# Thermal oxidation of Si: orientation enters only the linear constant

In the Deal–Grove model (1965) the crystal face changes the linear rate constant $B/A$ and leaves the parabolic constant $B$ alone. This page predicts the oxide on a (110) surface from a (100) recipe, first wrongly and then correctly. A trench drawn along $\langle110\rangle$ on a (100) wafer has {110} sidewalls and a (100) floor, so the case is routine.

## Model, conventions and inputs

The oxide is planar with thickness $x$. The oxidant crosses the gas boundary, diffuses through the oxide and reacts at the Si/SiO$_2$ interface. In steady state the three fluxes are equal:

$$F = h\,(C^*-C_o) = D\,\frac{C_o-C_i}{x} = k_s C_i .$$

$C^*$ is the oxidant concentration in oxide in equilibrium with the gas, $C_o$ and $C_i$ are the concentrations at the outer surface and at the interface, $h$ is the gas-transfer coefficient, $D$ the diffusivity in the oxide and $k_s$ the interface rate constant. Adding the three concentration drops gives $F=C^*/(1/h+x/D+1/k_s)$. With $N_1$ oxidant molecules consumed per unit volume of oxide, $dx/dt=F/N_1$, so

$$\frac{dx}{dt}=\frac{B}{A+2x},\qquad A=2D\left(\frac1{k_s}+\frac1h\right),\qquad B=\frac{2DC^*}{N_1},\qquad \frac BA=\frac{C^*}{N_1\,(1/k_s+1/h)} .$$

For a bare start, $x(0)=0$, integration gives

$$x^2+Ax=Bt,\qquad x(t)=\sqrt{A^2/4+Bt}-A/2 .$$

Lengths are in µm or nm, times in h or min. We define $r=(B/A)_{110}/(B/A)_{100}$.

The inputs are typical, approximate values for steam at about 1 atm and 1000 °C: $B=0.315$ µm²/h, $(B/A)_{100}=0.75$ µm/h and $r\approx1.45$. The factor 1.68 is the typical working value of $(B/A)_{111}/(B/A)_{100}$. Then $A_{100}=0.315/0.75=0.420$ µm. Every thickness below is the model's number for these inputs. Nanometre digits are kept so that differences between cases can be read, not because the inputs fix an absolute thickness that well.

Reference case, (100) for 1 h:

$$x_{100}=\sqrt{0.0441+0.315}-0.210=0.5992-0.210=0.389\ \mu\text{m}.$$

## The wrong attempt

**This section is wrong. Do not copy it into a run sheet.** The aim is the oxide on (110) after the same hour.

- **W1.** "The denser faces oxidise faster than (100), and the orientation factor is 1.68."
- **W2.** $(B/A)'=1.68\times0.75=1.26$ µm/h.
- **W3.** "Both rate constants describe the same oxidation, so both speed up": $B'=1.68\times0.315=0.529$ µm²/h.
- **W4.** $A'=B'/(B/A)'=0.420$ µm.
- **W5.** $x'=\sqrt{0.5733}-0.210=0.7572-0.210=0.547$ µm.

**Wrong answer:** 547 nm on (110) against 389 nm on (100), a ratio of 1.41 and an excess of 158 nm. Carried to long times, the attempt has the ratio settle at $\sqrt{1.68}=1.30$ and the excess grow without bound as $0.296\sqrt{Bt}$.

The answer is easy to accept, because 1.41 looks like a sensible (110)/(100) factor. It is a ratio of thicknesses, though, and at 1 h neither face is in the linear regime: the crossover time $A^2/4B$ of (100), at which the two terms under the root are equal, is only 8.4 min.

## The symptom

**1. $A$ did not move.** W4 returns the (100) value. A faster face has a larger $k_s$, and $A=2D(1/k_s+1/h)$ must then be smaller. If $A$ comes out unchanged, $k_s$ was never touched.

**2. The oxide outruns diffusion.** Since $A\ge0$, every face obeys $x\le\sqrt{Bt}$. Equality needs $A=0$, with no resistance at the interface or at the gas boundary. At 3 h this ceiling is 972 nm and the wrong recipe gives 1067 nm. The crossing time follows by setting $x'=\sqrt{Bt}$ in $x'^2+A_{100}x'=fBt$ with $f=1.68$. This gives $\sqrt{Bt}=A_{100}/(f-1)$, or

$$t_\times=\frac{A_{100}^2}{B\,(f-1)^2}=1.2\ \text{h}.$$

Beyond that time no value of $k_s$, however large, yields the predicted thickness.

**3. Thick oxides keep a memory of the face.** When $x\gg A$ the resistance $x/D$ of the amorphous film dominates, and the interface term is a vanishing share of the total. A ratio that stalls at 1.30 says the opposite.

What W2–W5 compute is plain from $x'^2+A_{100}x'=1.68\,Bt$: a (100) surface oxidised 1.68 times longer or, since $C^*$ follows the steam pressure by Henry's law, at 1.68 times the pressure. Scaling $B$ and $B/A$ together is a change of $C^*/N_1$ and has nothing to do with the crystal face.

## The faulty line

**W3 is the faulty line.** $B=2DC^*/N_1$ holds only properties of the oxide and the gas: the diffusivity and solubility of the oxidant in amorphous SiO$_2$ and the oxidant needed per volume of oxide. $k_s$ does not appear. The only step that takes place at the crystal is the interface reaction, so the face enters through $k_s$, hence through $A$ and $B/A$.

W1 holds a second, smaller fault: 1.68 belongs to (111), and the factor for (110) is $r\approx1.45$. The two faults are separated numerically below.

The gas-transfer term is the same for both faces and hardly dilutes the ratio. If $k_s$ differs by a factor $\rho$ and $\epsilon=k_{s,100}/h$, then $r=\rho(1+\epsilon)/(1+\rho\epsilon)$. With the typical $\epsilon\approx10^{-3}$ and $\rho=1.45$ this is 1.449. We therefore treat $B/A\propto k_s$.

### What site counting does and does not supply

The usual picture takes $k_s$ proportional to the number of Si sites per unit area that the oxidant can reach. For the diamond lattice with cubic constant $a\approx5.431$ Å, the atoms in one unreconstructed atomic plane are counted from the surface cell:

| Face | Cell vectors | Area | Atoms | Density | $10^{14}$ cm$^{-2}$ | Relative to (100) |
|---|---|---|---|---|---|---|
| (100) | $\frac a2[011]$, $\frac a2[01\bar1]$ | $a^2/2$ | 1 | $2/a^2$ | 6.78 | 1 |
| (111) | $\frac a2[1\bar10]$, $\frac a2[10\bar1]$ | $\sqrt3a^2/4$ | 1 | $4/(\sqrt3a^2)$ | 7.83 | 1.15 |
| (110) | $\frac a2[1\bar10]$, $a[001]$ | $a^2/\sqrt2$ | 2 | $2\sqrt2/a^2$ | 9.59 | 1.41 |

The (111) entry is one sheet of the double layer. The count shows why $k_s$ can depend on the face, and it is not a way to obtain $r$. As a matter of typical knowledge, its (111) value of 1.15 falls about 31 per cent short of the working factor 1.68, and it ranks (110) above (111) where the working factors rank them the other way. The outcome also depends on what is called a site. Counting broken bonds on the ideal cut (two per atom on (100), one on (110), one on (111)) gives 0.71 and 0.58 relative to (100). So $r$ is an input. The argument of this page needs only that the face acts on $k_s$, whatever the factor.

## The mended calculation

Keep $B$ and scale the linear constant:

$$B_{110}=B,\qquad (B/A)_{110}=1.45\times0.75=1.09\ \mu\text{m/h},\qquad A_{110}=\frac{A_{100}}{r}=0.290\ \mu\text{m}.$$

At 1 h,

$$x_{110}=\sqrt{0.0210+0.315}-0.1448=0.5796-0.1448=0.435\ \mu\text{m}.$$

The model's (110) oxide is 435 nm, 1.12 times the (100) oxide and 46 nm thicker.

### General result

Label the faster face 1 and the slower face 2, so that $A_1=A_2/r<A_2$. With a common $B$ and a common time,

$$x_1^2+A_1x_1=x_2^2+A_2x_2=Bt\quad\Rightarrow\quad\frac{x_1}{x_2}=\frac{A_2+x_2}{A_1+x_1}.$$

**Ratio.** As $t\to0$ both thicknesses vanish and the ratio tends to $A_2/A_1=(B/A)_1/(B/A)_2=r$. Expanding the root gives $x=(B/A)t-B^2t^2/A^3+\dots$, so

$$\frac{x_1}{x_2}=r\left[1-(r^2-1)\frac{Bt}{A_2^2}+\dots\right].$$

As $t\to\infty$ both thicknesses approach $\sqrt{Bt}$ and the ratio tends to 1. The fall is monotonic. From the rate law, $d\ln x/d\ln t=(A+x)/(A+2x)$, which decreases as $x/A$ grows, and face 1 always has the larger $x/A$ (larger $x$, smaller $A$). Hence $\ln x_1$ rises more slowly than $\ln x_2$.

**Difference.** Write $s_j=\sqrt{A_j^2/4+Bt}$, so that $x_j=s_j-A_j/2$ and $s_1-s_2=(A_1^2-A_2^2)/[4(s_1+s_2)]$. Then, exactly,

$$x_1-x_2=\frac{A_2-A_1}{2}\left[1-\frac{A_1+A_2}{2\,(s_1+s_2)}\right].$$

The bracket is zero at $t=0$, where $s_1+s_2=(A_1+A_2)/2$, and rises steadily to 1. The difference therefore grows and saturates:

$$x_1-x_2\to\frac{A_2-A_1}{2}=\frac{A_2}{2}\left(1-\frac1r\right),$$

approached from below with a deficit $(A_2^2-A_1^2)/(8\sqrt{Bt})$ at long times. The length $A/2\simeq D/k_s$ is the oxide thickness whose diffusion resistance equals the interface resistance. Each face lags the diffusion ceiling $\sqrt{Bt}$ by that length in the end, and the saturated difference is the difference of the two lags.

For (110) against (100) the limit is 65 nm. The approach goes as $t^{-1/2}$ and is slow: 70 per cent of the limit is reached at 1 h and 90 per cent at 10 h. The 158 nm excess of the wrong attempt is 2.4 times a limit that the model never exceeds.

## Size of the error

Entries are computed from unrounded values, so a difference may be 1 nm off the difference of the printed thicknesses. Primes mark the wrong attempt; $\Delta$ is the excess over (100).

| $t$ (h) | $x_{100}$ (nm) | $x_{110}$ (nm) | ratio | $\Delta$ (nm) | $x'$ (nm) | ratio$'$ | $\Delta'$ (nm) | $x'-x_{110}$ (nm) | error (%) |
|---|---|---|---|---|---|---|---|---|---|
| 0.1 | 65 | 84 | 1.30 | 19 | 101 | 1.56 | 37 | 17 | 20 |
| 0.3 | 162 | 195 | 1.20 | 33 | 240 | 1.48 | 78 | 45 | 23 |
| 1 | 389 | 435 | 1.12 | 46 | 547 | 1.41 | 158 | 112 | 26 |
| 3 | 785 | 838 | 1.07 | 53 | 1067 | 1.36 | 283 | 229 | 27 |
| 10 | 1577 | 1636 | 1.04 | 59 | 2100 | 1.33 | 523 | 464 | 28 |

The relative error runs from $1.68/1.45-1=16$ per cent as $t\to0$, where only the misplaced (111) factor acts, to $\sqrt{1.68}-1=30$ per cent as $t\to\infty$, where only the scaled $B$ acts. At 1 h it is 112 nm, or 26 per cent.

The two faults separate as follows at 1 h.

| Factor | Applied to | $x$ (nm) | Error (nm) | Error (%) |
|---|---|---|---|---|
| 1.45 | $B/A$ only (correct) | 435 | – | – |
| 1.68 | $B/A$ only | 450 | 15 | 3.5 |
| 1.45 | $B/A$ and $B$ | 498 | 63 | 14 |
| 1.68 | $B/A$ and $B$ | 547 | 112 | 26 |

The second row is the model's (111) oxide, with $A_{111}=0.250$ µm. Mending W3 alone leaves 15 nm of error, while mending the factor alone leaves 63 nm. Where the factor is applied matters more than its value. The same insensitivity covers the uncertainty in $r$: replacing 1.45 by $\sqrt2$ moves the 1 h thickness to 432 nm and the saturated difference to 62 nm.

In practice the slip usually appears as a wrong furnace time. The rate law gives $t=x^2/B+x/(B/A)$. For 500 nm on (110) the parabolic and linear terms are 47.6 and 27.6 min, 75.2 min in all. The wrong constants give 28.3 and 23.8 min, with an unrounded sum of 52.2 min. Of the 23 min lost, 19 come from the scaled $B$ and 4 from the (111) factor. A run stopped at 52.2 min leaves the model's (110) oxide at 398 nm, 102 nm or 20 per cent short of target.

## Limits of the result

**Initial oxide.** With a common starting thickness $x_i$ the solution is $x=\sqrt{(A/2+x_i)^2+Bt}-A/2$. The ratio of total thicknesses then starts at 1, and it is the ratio of growth rates that starts at $(A_2+2x_i)/(A_1+2x_i)$. For a typical 2 nm native oxide this is 1.44, and the difference at 0.1 h moves from 19.3 to 19.0 nm. The saturated difference $(A_2-A_1)/2$ is unchanged. In dry O$_2$ the first few tens of nanometres typically grow faster than the rate law allows, so the thin-film limit $r$ should not be read off such films.

**Unequal $B$ between samples.** To first order a fractional change $\delta B/B$ at fixed $A$, which is a change of $C^*/N_1$ such as a different steam pressure, shifts the thickness by $(Bt/2s)\,\delta B/B$. On (110) that is 2.7 nm per cent at 1 h and 8.8 nm per cent at 10 h. A mismatch of about 7 per cent in $B$ would equal the whole 59 nm orientation difference at 10 h. To see the saturation, oxidise both orientations side by side in one run.

**Stress and curvature.** The result assumes a flat interface and a $D$ that is the same in both films. Stress in the oxide, at trench corners or at lower temperatures where the oxide relaxes slowly, can alter $D$ and $k_s$. Neither is a change of $B$ at fixed $A$, so $\partial x/\partial A=-x/2s$ enters. A change of $D$ scales $A$ and $B$ together at fixed $B/A$ and gives $\delta x=[(Bt-Ax)/2s]\,\delta D/D=(x^2/2s)\,\delta D/D$, on (110) 1.6 nm per cent at 1 h and 7.5 nm per cent at 10 h. A change of $k_s$ leaves $B$ alone and acts through $A\simeq2D/k_s$, giving $\delta x=(Ax/2s)\,\delta k_s/k_s$, or 1.1 and 1.3 nm per cent. Use the planar numbers for the middle of a long sidewall and not for its corners.

## Checks to run on any orientation estimate

1. Compute $A$ for both faces. It must fall by the factor $r$ on the faster face.
2. Evaluate $x^2+Ax$ on each face with that face's own $A$. Both must equal $Bt$, here 0.315 µm² at 1 h. The wrong thickness with $A_{110}$ gives 0.458 µm².
3. Confirm $x<\sqrt{Bt}$ and $x_1-x_2<(A_2-A_1)/2$.
4. When fitting a thickness series, write the rate law as $x=B\,(t/x)-A$. Against $t/x$ the two faces give parallel lines of slope $B$ with intercepts $-A_1$ and $-A_2$. Scaling both constants produces the reverse pattern, a common intercept with different slopes, which is the signature of a change in oxidant pressure.